# Two levels below a valence top

## What has to be forecast

At the highest filled level of this SiC3 crystal, two states share one energy. At the other points where both levels are shown they separate: v1 is the highest filled level at each point and v2 the next one down. The Kohn–Sham level is the energy from the starting density functional. The quasiparticle level is its G0W0 counterpart, closer to the energy of actually removing or adding an electron. Both are counted from the valence top, so filled levels are negative. Each point is named by two of its three k coordinates, b and c; the first is zero at every listed point.

One-shot G0W0 on r2SCAN for SiC3 (space group R3m, 4 atoms in the cell, r2SCAN geometry), computed with Ansatz 0.2.0: plane-wave PAW, no spin polarisation, cutoff 500 eV, k mesh 6×6×6, 121 empty bands, screening cutoff 140 eV. Kohn–Sham and quasiparticle levels are each counted from their own valence top; v1 is the highest filled level and c1 the lowest empty one at each point.

| band | b (fraction of the reciprocal vector) | c (fraction of the reciprocal vector) | kohn sham level (eV) | quasiparticle level (eV) | exchange less vxc (eV) | correlation (eV) |
| --- | --- | --- | --- | --- | --- | --- |
| v2 | 0 | 0 | 0.000 | 0.000 | -2.312 | 1.873 |
| v1 | 0 | 0 | 0.000 | 0.000 | -2.312 | 1.873 |
| c1 | 0 | 0 | 4.042 | 5.134 | 5.715 | -5.063 |
| c2 | 0 | 0 | 5.070 | 6.197 | 5.830 | -5.142 |
| v2 | 0 | 0.1667 | ? | ? | ? | ? |
| v1 | 0 | 0.1667 | -0.881 | -0.925 | -2.606 | 2.121 |
| c1 | 0 | 0.1667 | 4.404 | 5.467 | 5.668 | -5.045 |
| c2 | 0 | 0.1667 | 5.351 | 6.229 | 5.415 | -4.977 |
| v2 | 0 | 0.3333 | -3.338 | -3.462 | -3.223 | 2.659 |
| v1 | 0 | 0.3333 | -2.097 | -2.208 | -3.074 | 2.524 |
| c1 | 0 | 0.3333 | 3.759 | 4.680 | 5.284 | -4.803 |
| c2 | 0 | 0.3333 | 4.892 | 5.672 | 5.206 | -4.865 |
| v2 | 0 | -0.5000 | -5.139 | -5.226 | -3.494 | 2.968 |
| v1 | 0 | -0.5000 | -2.573 | -2.706 | -3.252 | 2.680 |
| c1 | 0 | -0.5000 | 3.523 | 4.403 | 5.162 | -4.721 |
| c2 | 0 | -0.5000 | 4.525 | 5.288 | 5.152 | -4.829 |
| v2 | 0.1667 | 0.1667 | ? | ? | ? | ? |
| v1 | 0.1667 | 0.1667 | -0.556 | -0.583 | -2.486 | 2.020 |
| c1 | 0.1667 | 0.1667 | 4.206 | 5.214 | 5.513 | -4.944 |
| c2 | 0.1667 | 0.1667 | 5.703 | 6.702 | 5.763 | -5.203 |
| v2 | 0.3333 | 0.3333 | -2.243 | -2.333 | -2.880 | 2.350 |
| v1 | 0.3333 | 0.3333 | -1.382 | -1.449 | -2.783 | 2.277 |
| c1 | 0.3333 | 0.3333 | 2.901 | 3.737 | 4.938 | -4.541 |
| c2 | 0.3333 | 0.3333 | 4.496 | 5.348 | 5.298 | -4.886 |

Two v2 rows are open, at (b, c) = (0, 0.1667) and (0.1667, 0.1667). Each forecast needs two things: how far the band has fallen there, and how much G0W0 then moves it.

## How far the band falls

In tetrahedrally bonded crystals the valence top is built mainly from bonding p orbitals. At a point of high symmetry two orientations of these orbitals can be equivalent, which gives a degenerate pair. Away from that point the wave picks out a direction. Orbitals pointing along it usually couple more strongly to their neighbours, and their band falls faster. This is the general argument for a shallow v1 and a deeper v2; the orbital make-up of these particular states is untested.

The simplest guess is that both levels fall in proportion. At the three known split points v2 lies 1.59, 2.00 and 1.62 times as deep as v1, on average 1.737 times. Three ratios are thin support, and a crossing of bands or a lighter band near the top could spoil the proportion. An error bar of 40 % is therefore fair. Its upper end stays just below v1, as the ordering of the levels demands.

## How much G0W0 moves it

G0W0 replaces the functional's exchange–correlation potential, vxc, by two terms. Bare exchange binds deeper filled states more strongly, which is why Hartree–Fock bands are too wide. Correlation describes how the other electrons screen that interaction, and it takes most of the effect back. What survives is a small difference between two large changes.

The v1 state at (0, −0.5000) shows the balance. Relative to the valence top, exchange less vxc changes by −0.940 eV and correlation by +0.807 eV. Their sum, −0.133 eV, is the shift from the Kohn–Sham to the quasiparticle level.

Close to the top, such a shift should grow roughly in proportion to depth. A line through zero, fitted to the five v1 rows away from the top, gives a downward stretch of 5.15 % of the depth and reproduces those rows within about 0.004 eV. The known v2 rows, which were not in the fit, are stretched by only 1.7 to 4.0 %. The rule should therefore serve better for shallow v2 states than for deep ones.

## The forecasts

At (0.1667, 0.1667), v1 lies at −0.556 eV. The estimate runs:

- Kohn–Sham level: 1.737 × (−0.556) = −0.966 eV
- Shift: 0.0515 × (−0.966) = −0.050 eV
- Quasiparticle level: −0.966 − 0.050 = −1.016 eV

The same steps serve the other row. Rounded, the forecasts are:

- **(0, 0.1667):** Kohn–Sham level −1.5 eV (−0.9 to −2.1); shift −0.08 eV (−0.04 to −0.12); quasiparticle level about −1.6 eV.
- **(0.1667, 0.1667):** Kohn–Sham level −1.0 eV (−0.6 to −1.35); shift −0.05 eV (−0.025 to −0.075); quasiparticle level about −1.0 eV.

Both shifts should be small and downward, and the first level should be the deeper one. The larger error should come from the band, not from its G0W0 correction.

## The computed levels

The withheld rows as computed:

| band | b (fraction of the reciprocal vector) | c (fraction of the reciprocal vector) | kohn sham level (eV) | quasiparticle level (eV) | exchange less vxc (eV) | correlation (eV) |
| --- | --- | --- | --- | --- | --- | --- |
| v2 | 0 | 0.1667 | -1.483 | -1.550 | -2.649 | 2.142 |
| v2 | 0.1667 | 0.1667 | -1.407 | -1.469 | -2.585 | 2.084 |

The first forecast holds. The Kohn–Sham level is −1.483 eV, within 0.05 eV of the estimate, and the quasiparticle level is −1.550 eV.

The second fails for the band. The computed Kohn–Sham level is −1.407 eV, deeper than the estimate by 0.44 eV and just outside the stated range. The quasiparticle level, −1.469 eV, inherits the error. The first level is indeed the deeper one, but only barely.

## Why the proportion broke

Between the two points v1 differs by more than a third of its depth, while v2 hardly differs. The depth of v1 is thus a poor guide to that of v2.

The point (0.3333, 0.3333) shows where the proportion goes wrong. It lies on the same line from the valence top, twice as far out. There v2 is only 2.243 − 1.407 = 0.836 eV deeper than at (0.1667, 0.1667), so it has made most of its descent early. v1 does the opposite: it first drops 0.556 eV and then a further 0.826 eV. A ratio taken at the outer point misses this early plunge.

One possible reason is that v2 is a rank in energy and need not be one continuous band. A fast-falling band can meet a flatter one, after which the flatter one takes over the second place. That would explain the early plunge and the slower descent after it. The run does hold a candidate: at (0, 0) a third filled level lies 0.999 eV below the top, and at (0.1667, 0.1667) v2 is already deeper than that. The third level there lies 2.879 eV below the top, so a fast-falling band could have continued into it. Whether the bands cross or mix, the energies alone do not show. At (0, 0.1667) v2 has also passed the starting depth of the third level, so the good forecast there does not prove that the original pair falls in proportion.

## Why the correction survived

The computed shifts are −0.067 and −0.062 eV, both inside their ranges. Even with the band wrong by 0.44 eV, a correction of some 5 % of the depth can go wrong by only about 0.02 eV. Given the computed level of the second row, the rule yields 0.0515 × (−1.407) = −0.072 eV, slightly too strong, as for the other v2 states.

The rule does break down deep in the band. For v2 at (0, −0.5000) it gives −0.265 eV, three times the computed −0.087 eV. There correlation returns 1.095 of the 1.182 eV that exchange takes, a larger share than for v1 at the same point. The table shows this change of balance but not its cause.

## What this means for a scissors correction

A scissors correction lifts all empty levels by one amount and leaves the filled ones alone. Near the valence top the second half is nearly right. The first half is poorer: the lowest empty level, c1, rises by 1.092 eV at (0, 0) but by 0.836 eV at (0.3333, 0.3333), where it is lowest among the listed points. A correction set at (0, 0) would make the smallest listed gap 0.256 eV too wide compared with G0W0.

The gap of the crystal itself is smaller still. On the full mesh the lowest empty level lies at (−0.5000, −0.5000), a point outside the table. The gap to it is 1.895 eV in r2SCAN and 2.574 eV in G0W0, a rise of only 0.679 eV. The correction set at (0, 0) would be 0.413 eV too large there.

Even the G0W0 gap is unfinished: calculations at these settings typically fall 6 to 9 % short of the basis limit, here about 0.2 eV. The crystal is also a hypothetical ordered alloy of untested stability. The program's output below lists the fit and the miss for each row.

Printed output of the fit:

```
fit of shift on 5 rows (isv1 & away): coefficient of lev0 0.05148 +/- 0.00075; rms 0.0025, worst v1 -0.00414, leave-one-out rms 0.00312
  rows outside the fit (model, value, miss): v2 0, 0, 0; v1 0, 0, 0; c1 0.2081, 1.092, -0.884; c2 0.261, 1.127, -0.866; v2 -0.07879, -0.067, -0.0118; c1 0.2267, 1.063, -0.836; c2 0.2755, 0.878, -0.603; v2 -0.1718, -0.124, -0.0478; c1 0.1935, 0.921, -0.727; c2 0.2518, 0.78, -0.528; v2 -0.2645, -0.087, -0.178; c1 0.1814, 0.88, -0.699; c2 0.2329, 0.763, -0.53; v2 -0.04973, -0.062, 0.0123; c1 0.2165, 1.008, -0.791; c2 0.2936, 0.999, -0.705; v2 -0.1155, -0.09, -0.0255; c1 0.1493, 0.836, -0.687; c2 0.2314, 0.852, -0.621
v2 depth over v1 depth, known split pairs in table order: v2 1.592, v2 1.997, v2 1.623
mean of these ratios: 1.737
forecast Kohn-Sham level of the withheld rows, eV: v2 -1.531, v2 -0.966
error bar of that forecast (40 per cent), eV: v2 0.6122, v2 0.3864
computed Kohn-Sham level of the withheld rows, eV: v2 -1.483, v2 -1.407
forecast less computed Kohn-Sham level, eV: v2 -0.04762, v2 0.441
error bar of the forecast shift (half its size), eV: v2 0.0394, v2 0.02486
forecast quasiparticle level of the withheld rows, eV: v2 -1.609, v2 -1.016
computed quasiparticle level of the withheld rows, eV: v2 -1.55, v2 -1.469
forecast less computed quasiparticle level, eV: v2 -0.05941, v2 0.4533
stretch of v1 away from the top, per cent of depth, table order: v1 4.994, v1 5.293, v1 5.169, v1 4.856, v1 4.848
stretch of v2 away from the top, per cent of depth, table order: v2 4.518, v2 3.715, v2 1.693, v2 4.407, v2 4.012
change of exchange less vxc from the valence top, v1, eV: v1 -0.294, v1 -0.762, v1 -0.94, v1 -0.174, v1 -0.471
change of correlation from the valence top, v1, eV: v1 0.248, v1 0.651, v1 0.807, v1 0.147, v1 0.404
change of exchange less vxc from the valence top, v2, eV: v2 -0.337, v2 -0.911, v2 -1.182, v2 -0.273, v2 -0.568
change of correlation from the valence top, v2, eV: v2 0.269, v2 0.786, v2 1.095, v2 0.211, v2 0.477
rise of c1 against the valence top, table order, eV: c1 1.092, c1 1.063, c1 0.921, c1 0.88, c1 1.008, c1 0.836
rise of c2 against the valence top, table order, eV: c2 1.127, c2 0.878, c2 0.78, c2 0.763, c2 0.999, c2 0.852
```
